# Does a surface level of W(100) survive at the zone centre?

## Two numbers to hold on to

A thin metal slab has many electron levels, and only some of them live at its surface. In this tungsten slab, the two levels just below the Fermi level are typically about 0.16 eV apart. The four outer planes are 4 of 7, so an electron spread evenly through the slab has an outer weight of about 0.57. A weight near 1 marks a level that sits almost wholly at the surface, where an adsorbed atom would meet it. The part of a level that spills into the vacuum isn't fully counted, so a weight can read too low.

The table walks around the surface zone: from X to the centre G, out along the diagonal to M, and back towards X. The levels b1 and b2 are the first and second below the Fermi level, and a1 is the first above it. Four points, G among them, are left open.

Ansatz 0.2.0, PBE with PAW, scalar-relativistic, without spin polarisation: relaxed seven-plane W(100) slab, 420 eV cutoff, 11×11×1 k mesh, Gaussian smearing of 0.1 eV, dipole correction. Levels b1 and b2 (below) and a1 (above) are counted outward from the Fermi level. Weights are Löwdin shares on the two outer planes of both faces together, averaged over levels within 1.5 meV.

```tsv
point label	point a (reciprocal cell vectors)	point b (reciprocal cell vectors)	level b1 from the Fermi level (eV)	outer orbital weight b1	level b2 from the Fermi level (eV)	outer orbital weight b2	level a1 from the Fermi level (eV)	outer orbital weight a1
X	0.5000	0.0000	-0.140	0.460	-0.340	0.420	0.580	0.420
between	0.4167	0.0000	-0.490	0.480	-0.680	0.560	0.010	0.460
between	0.3333	0.0000	-0.380	0.500	-0.740	0.720	0.390	0.440
between	0.2500	0.0000	?	?	?	?	?	?
between	0.1667	0.0000	?	?	?	?	?	?
between	0.0833	0.0000	?	?	?	?	?	?
G	0.0000	0.0000	?	?	?	?	?	?
between	0.0833	0.0833	-0.100	0.680	-0.220	0.940	0.090	0.760
between	0.1667	0.1667	-0.120	0.780	-0.240	0.980	0.350	0.700
between	0.2500	0.2500	-0.160	0.980	-0.170	0.980	0.170	0.680
between	0.3333	0.3333	-0.130	0.580	-1.820	0.620	0.020	0.720
between	0.4167	0.4167	-0.900	0.400	-1.060	0.520	0.990	0.660
M	0.5000	0.5000	-0.340	0.540	-0.340	0.540	1.810	0.840
between	0.5000	0.4167	-0.650	0.460	-0.700	0.520	1.190	0.640
between	0.5000	0.3333	-1.240	0.380	-1.410	0.580	0.160	0.760
between	0.5000	0.2500	-0.210	0.820	-0.430	0.780	0.640	0.780
between	0.5000	0.1667	-0.030	0.660	-0.170	0.680	0.190	0.600
between	0.5000	0.0833	-0.300	0.600	-0.450	0.540	0.000	0.580
```

The question is what the surface-like level below the Fermi level does at these four points. At each point I take whichever of b1 and b2 has the larger outer weight, and the deeper one if they tie.

## What the known points suggest

On the diagonal near G the picture is clear. At the three points closest to G the chosen level has an outer weight above 0.9, and its energy stays close to -0.2 eV. This looks like a nearly flat band held at the surface.

On the line to X the nearest known point, (0.3333, 0), looks different. The chosen level lies at -0.74 eV and its weight is 0.72, only moderately above an even spread. If both lines show the same band, it must sink and loosen from the surface on the way to X.

That "if" carries the whole forecast. The columns order levels by energy and don't follow a band from point to point. At (0.3333, 0.3333) the chosen level is suddenly at -1.82 eV, which is a change of level and not a steep band.

## A model from symmetry

Let $k_a$ and $k_b$ be the coordinates in the columns point a and point b. The ideal (100) face has mirror lines along both axes, so the signs of $k_a$ and $k_b$ don't matter. It also looks the same after a quarter turn, which exchanges $k_a^2$ and $k_b^2$. The sum $k_a^2+k_b^2$ survives this turn, but the difference $k_a^2-k_b^2$ changes sign. The energy of a single, non-degenerate band can therefore contain the difference only as its square.

So close to G such a band must bend equally in all directions, and direction matters only at fourth order. Since the diagonal looks flat, I drop the terms that hold only the sum, the second-order one among them, and write

$$E = E_0 + (E_1-E_0)\left(\frac{k_a^2-k_b^2}{0.3333^2}\right)^2 .$$

Here $E_0=-0.21$ eV is the mean of the three diagonal points, and $E_1=-0.74$ eV is the energy at (0.3333, 0). The outer weight is treated in the same way. These four known points set the model, so they don't test it.

Take (0.25, 0), which played no part in setting it. The bracket squared is $(0.25/0.3333)^4\approx0.32$. The band has thus made about a third of its descent of 0.53 eV, and $E\approx-0.21-0.32\times0.53\approx-0.38$ eV.

## The forecast

| Point | Energy (eV) | Outer weight |
|---|---|---|
| (0.25, 0) | -0.38 ± 0.26 | 0.89 ± 0.20 |
| (0.1667, 0) | -0.24 ± 0.20 | 0.95 ± 0.20 |
| (0.0833, 0) | -0.21 ± 0.20 | 0.97 ± 0.20 |
| G | -0.21 ± 0.20 | 0.97 ± 0.20 |

In words: a clearly surface-like occupied level at G, nearly flat close to G, then sinking and losing surface weight towards X. The weights are capped at 1. The error bars are judgements, wide enough in energy to allow for picking a neighbouring level.

## The computed values

The withheld rows as computed:

```tsv
point label	point a (reciprocal cell vectors)	point b (reciprocal cell vectors)	level b1 from the Fermi level (eV)	outer orbital weight b1	level b2 from the Fermi level (eV)	outer orbital weight b2	level a1 from the Fermi level (eV)	outer orbital weight a1
between	0.2500	0.0000	-0.450	0.680	-0.650	0.680	0.560	0.520
between	0.1667	0.0000	-0.330	0.600	-0.440	0.740	0.340	0.720
between	0.0833	0.0000	-0.090	0.680	-0.170	0.760	0.380	0.540
G	0.0000	0.0000	-0.040	0.720	-0.040	0.720	0.200	0.580
```

Three of the four energies fall within their bars, and the one at (0.25, 0) lies just outside. There the two levels tie in weight and the rule takes the deeper one; the other, at -0.45 eV, would have fallen within the bar. The weights fail at all four points: each is more than 0.20 below its forecast. At G the chosen level has a weight of 0.72, so it leans towards the surface. In a slab this thin, such a modest excess doesn't prove a surface state.

Out to (0.3333, 0) the chosen level does sink, as forecast, but it isn't flat near G. It starts at -0.04 eV and has already dropped by 0.40 eV at (0.1667, 0). The surface weight hardly changes over this stretch and falls only beyond it, to 0.46 at X. The printed output after this text lists every miss, together with those of a band that is flat in all directions.

## Why the forecast went wrong

The shape of the descent is the first clue. From G to (0.0833, 0) the level drops by 0.13 eV, and at twice that distance the drop is about three times as large. A second-order law would give a factor of four, and the fourth-order law of the model a factor of sixteen. If these points belong to one band, its descent near G is closer to second order, the term I had dropped.

The row for G holds the second clue. There b1 and b2 coincide at -0.04 eV, as a pair made degenerate by the fourfold symmetry would. The two equal faces of a slab can also show a level twice, as they may at (0.25, 0.25), but levels less tightly held than those would be expected to split. The model was built for a single band. In a degenerate pair, direction can enter already at second order, so the two lines may bend differently. On the diagonal the chosen level is already 0.18 eV below the pair at the first point, and then hardly moves. The weights also differ between the lines: they lie between 0.68 and 0.76 from G to (0.3333, 0), but above 0.9 at the three diagonal points.

The pair also fills both places, b1 and b2, that my rule looks at. A tightly held single level just below it would go unseen. The level of weight 0.94 at (0.0833, 0.0833) could belong to such a band.

It is tempting to settle this by matching weights. At that point b1 and a1 have weights of 0.68 and 0.76, the same two values as b1 and b2 at (0.0833, 0), so they look like the two halves of the pair. But symmetry asks for more. To second order, the mean energy of a pair must bend equally in all directions, and here it would fall on the line to X and rise on the diagonal. Either the match is wrong or higher orders already count.

So near G the forecast may have followed one band while the rule picked another, and the level I had forecast may still exist below the pair. The table can't decide this, because it lists only two levels below the Fermi level and the bands weren't traced.

Farther out, an unseen level can't rescue the forecast. At (0.1667, 0) and (0.25, 0) even the highest occupied level lies below the forecast energy. Whichever occupied level carries the band there, the model let it sink too slowly.

## What carries over

On another fourfold face, look for a pair of equal levels at the zone centre before two lines are joined through it. A single band must leave G with the same curvature on both lines, but the members of a degenerate pair need not. In either case, a jump in surface weight warns that the most surface-like level on one line may not be the continuation of that on the other. A pair also takes up two places in a list of levels, so the list should reach well below it.

Whether the pair at G is occupied is itself uncertain. At -0.04 eV it lies within the smearing, so the calculation fills it only partly. Spin-orbit coupling, left out here, shifts tungsten levels by tenths of an eV. It would split a pair like this one and could move a member across the Fermi level. The real clean surface also rearranges on cooling below about room temperature, which this ideal cell forbids.

The analysis program printed:

```
outer weight of an evenly spread state, 4 of 7 planes: 0.5714
mean energy of the surface-like level at three G-M points, eV: -0.21
mean outer weight of that level at three G-M points: 0.9667
energy of the chosen level at (0.3333, 0), eV: -0.74
outer weight of the chosen level at (0.3333, 0): 0.72
median spacing of the two levels below the Fermi level in known rows, eV: 0.155
forecast energy at (0.25, 0), (0.1667, 0), (0.0833, 0), G, eV: -0.3778, -0.2432, -0.2121, -0.21
error bar of the forecast energy in the same order, eV: 0.261, 0.2027, 0.2, 0.2
computed energy in the same order, eV: -0.65, -0.44, -0.17, -0.04
forecast less computed energy in the same order, eV: 0.2722, 0.1968, -0.04207, -0.17
flat rival less computed energy in the same order, eV: 0.44, 0.23, -0.04, -0.17
forecast outer weight in the same order: 0.8886, 0.9512, 0.9657, 0.9667
error bar of the forecast outer weight: 0.2
computed outer weight in the same order: 0.68, 0.74, 0.76, 0.72
forecast less computed outer weight in the same order: 0.2086, 0.2112, 0.2057, 0.2467
```
